Each rung of the ladder of density functionals adds an ingredient, so the error ought to shrink at each step, and coupled cluster ought to do better still. The six reactions here put that to the test: hydrogen splits a bond between two heavier atoms and caps both broken ends. Against CCSD(T) at the basis-set limit, the ladder holds only loosely. The hybrid PBE0-D4 does worse than PBE-D4, the simpler functional from which it is built, and CCSD(T) in the smallest basis does no better than LDA.

Calculated values. Errors in the electronic energies of six gas-phase hydrogenolysis reactions (level minus frozen-core CCSD(T) at the basis-set limit), from Ansatz 0.2.0 at PBE0-D4/def2-TZVP geometries. Functionals use def2-TZVPP; indium has a def2 core potential. Reaction energies are products minus reactants, without zero-point or thermal terms; cases are in SMILES.

```tsv
level	class	exact exchange, short range (%)	exact exchange, long range (%)	mean signed error (kJ/mol)	mean absolute error (kJ/mol)	largest error (kJ/mol)	case of the largest error	cases too high
SPW92	LDA	0	0	-5.5	8.4	-13.4	[OH][InH][F] + [H][H] -> [F][InH2] + O	2
PBE-D4	GGA	0	0	-2.3	5.6	9.9	[SiH3][GeH2][Cl] + [H][H] -> [Cl][GeH3] + [SiH4]	1
B97M-V	meta-GGA	0	0	-5.5	7.1	-11.8	[OH][InH][F] + [H][H] -> [F][InH2] + O	1
r2SCAN-D4	meta-GGA	0	0	3.0	3.6	7.8	[F][AlH][Br] + [H][H] -> [AlH2][Br] + F	4
B3LYP-D4	global hybrid	20	20	-0.7	2.3	-6.3	[OH][InH][F] + [H][H] -> [F][InH2] + O	3
PBE0-D4	global hybrid	25	25	-5.7	7.1	-13.6	[OH][InH][F] + [H][H] -> [F][InH2] + O	1
BHLYP-D4	global hybrid	50	50	-2.7	5.3	-13.5	[OH][InH][F] + [H][H] -> [F][InH2] + O	3
wB97M-V	range-separated	15	100	-2.8	3.5	-9.3	[OH][InH][F] + [H][H] -> [F][InH2] + O	2
B2PLYP	double hybrid	53	53	-1.7	3.4	-7.8	[SiH3][GeH2][Cl] + [H][H] -> [Cl][GeH3] + [SiH4]	2
CCSD(T)/def2-SVP	wave function	n/a	n/a	-1.8	8.4	-19.0	[SiH3][GeH2][Cl] + [H][H] -> [Cl][GeH3] + [SiH4]	2
CCSD/limit	wave function	n/a	n/a	-1.6	2.1	-4.2	[SiH3][GeH2][Cl] + [H][H] -> [Cl][GeH3] + [SiH4]	2
CCSD(T)/def2-TZVPP	wave function	n/a	n/a	-1.2	3.1	-6.2	[OH][InH][F] + [H][H] -> [F][InH2] + O	2
```

To size these breaks, a straight line was fitted to the mean absolute errors of the nine functionals, with the rung $r$ running from 1 for LDA to 5 for the double hybrid and every hybrid counted as 4. In kJ/mol it reads

$$\text{mean absolute error} \approx 8.7 - 1.07\,r .$$

For PBE0-D4 this gives $8.7-1.07\times4=4.4$, while the table has 7.1. The miss of 2.7 is the largest of the nine, although PBE0-D4 took part in the fit. B3LYP-D4 misses by almost as much on the other side, 2.1 below the line, and these data don't isolate the cause.

The line is a yardstick and no law. Its typical miss is 1.5 kJ/mol, against 2.0 if all nine functionals are simply given the same error. The hybrids alone spread over 4.8 kJ/mol, almost as much as the whole fall from LDA to the double hybrid. Those two ends also lack a dispersion correction, so the slope doesn't measure the rung alone.

Why does PBE0-D4 stand out? The answer begins with PBE-D4, whose mean signed error of only −2.3 kJ/mol looks harmless. It hides a cancellation: five reaction energies are too low, by 4.7 on average, and the sixth, the splitting of the Si–Ge bond, is too high by 9.9. A functional in this position loses more than it gains from a change that pushes all reaction energies down by similar amounts.

Exact exchange does push downwards, at least on average. Between PBE-D4 and PBE0-D4, which differ essentially by a quarter of exact exchange, the mean signed error drops by 3.4 kJ/mol. The Si–Ge case comes down from 9.9 too high to at most 4.2 too high, but the errors that are too low grow by more. Summed over the six cases, the low errors grow by 14.7 kJ/mol and the high ones shrink by 5.7, so the mean absolute error rises by $(14.7-5.7)/6=1.5$.

Theory suggests part of the reason for the direction. Two electrons in a bond tend to sit at opposite ends, and the approximate exchange of a functional such as PBE imitates part of this avoidance. Exact exchange doesn't, so a hybrid loses some of that binding. The loss should weigh more in a bond between two heavy atoms, with their crowded electron shells, than in compact bonds to hydrogen. The reactant is then bound less strongly than with PBE, and splitting it looks more favourable.

One reaction shows how much electron correlation can matter here. For the splitting of the Ge–O bond, Hartree–Fock, which has exact exchange and no correlation, gives 27.7 kJ/mol, while CCSD(T) gives 34.0. Correlation therefore favours the reactant side in this case. The direction fits the argument, but the two electrons of a bond aren't the whole story. Second-order perturbation theory (MP2) makes the correlation effect more than twice as large as CCSD(T) does, but it offers a rough split. Nearly half of its effect comes from electrons of like spin, which can't share one bond orbital, so avoidance between different electron pairs probably matters too. Nor is this a direct test of PBE0-D4, which has a correlation functional of its own.

A low bias is not by itself a fingerprint of exact exchange, however. B97M-V contains none, yet it has the same mean absolute error as PBE0-D4 and nearly the same mean signed error. What exact exchange explains is the step from PBE-D4 to PBE0-D4. Whether that step helps depends on where the parent functional starts: a downward push improves reaction energies that were too high, unless it overshoots, and worsens those that were already too low.

BHLYP-D4 lies only 0.9 above the line, but its errors are made up differently. Its largest error, −13.5 kJ/mol for the indium compound, matches that of PBE0-D4, but its other five errors average only −0.5, against −4.1 for PBE0-D4. That small mean owes much to cancellation, since the same five errors are 3.7 in size on average, but it shows no common lean like that of PBE0-D4. The indium error may belong in part to the reference, because outer-core electrons were correlated in basis sets not made for them, which can shift the limit by up to about 4 kJ/mol a bond. The same caution applies to the other reactions with gallium, germanium or bromine, but the shift in mean signed error from PBE-D4 to PBE0-D4 is free of it, since the reference cancels. The rise in mean absolute error isn't, because it depends on which reaction energies count as too low, and at 1.5 kJ/mol it is smaller than the possible shift for a single bond.

The break of CCSD(T)/def2-SVP has another origin. The method is that of the reference, so its mean absolute error of 8.4 kJ/mol comes from the basis set, and it falls to 3.1 in def2-TZVPP. A small basis lacks flexible functions, both for the shape of the orbitals and for the way electrons avoid each other, and the shortfall differs between reactants and products. Correlating the outer core of the heavier atoms without suitable functions can add to the error. For the Si–Ge bond the error is −19.0, which makes the splitting look too favourable by that amount. Whether this changes a nearly thermoneutral reaction into an exothermic one can't be read from the errors alone. The output below gives the make-up of the errors for every row.

The analysis program printed:

```
fit of mae on 9 rows (step < 6): constant 8.709 +/- 1.8, coefficient of step -1.069 +/- 0.5; rms 1.53, worst PBE0-D4 -2.67, leave-one-out rms 1.86
  rows outside the fit (model, value, miss): CCSD(T)/def2-SVP 2.293, 8.4, -6.11; CCSD/limit 2.293, 2.1, 0.193; CCSD(T)/def2-TZVPP 2.293, 3.1, -0.807
Make-up of the errors in kJ/mol:
                 row  MAE less line  sum too high  sum too low  MAE of other five  MSE of other five
               SPW92         0.7602           8.7        -41.7                7.4              -3.92
              PBE-D4        -0.9704           9.9        -23.7               4.74              -4.74
              B97M-V          1.599           4.8        -37.8               6.16              -4.24
           r2SCAN-D4         -1.901          19.8         -1.8               2.76               2.04
            B3LYP-D4         -2.131           4.8           -9                1.5               0.42
             PBE0-D4          2.669           4.2        -38.4                5.8              -4.12
            BHLYP-D4         0.8685           7.8          -24               3.66              -0.54
             wB97M-V        -0.9315           2.1        -18.9               2.34               -1.5
              B2PLYP        0.03796           5.1        -15.3               2.52              -0.48
    CCSD(T)/def2-SVP          6.107          19.8        -30.6               6.28               1.64
          CCSD/limit        -0.1926           1.5        -11.1               1.68              -1.08
  CCSD(T)/def2-TZVPP         0.8074           5.7        -12.9               2.48               -0.2
Scatter of the nine functionals about their common mean MAE, kJ/mol: 1.964
Leave-one-out rms of that common mean, kJ/mol: 2.209
Spread of MAE among the four hybrids of rung 4, kJ/mol: 4.8
Fall of MAE from LDA to double hybrid, kJ/mol: 5
Spread of mean signed error among functionals without exact exchange, kJ/mol: 8.5
Change of mean signed error from PBE-D4 to PBE0-D4, kJ/mol: -3.4
Least lowering of the Si-Ge case from PBE-D4 to PBE0-D4, kJ/mol: 5.7
Least lowering of the indium case from PBE-D4 to PBE0-D4, kJ/mol: 3.7
Change of the indium error from B3LYP-D4 to BHLYP-D4, kJ/mol: -7.2
Ge-O case, Hartree-Fock reaction energy, kJ/mol: 27.66
Ge-O case, CCSD reaction energy, kJ/mol: 30.41
Ge-O case, CCSD(T) reaction energy, kJ/mol: 33.99
Ge-O case, Hartree-Fock less CCSD(T), kJ/mol: -6.322
Ge-O case, CCSD less CCSD(T), kJ/mol: -3.58
```
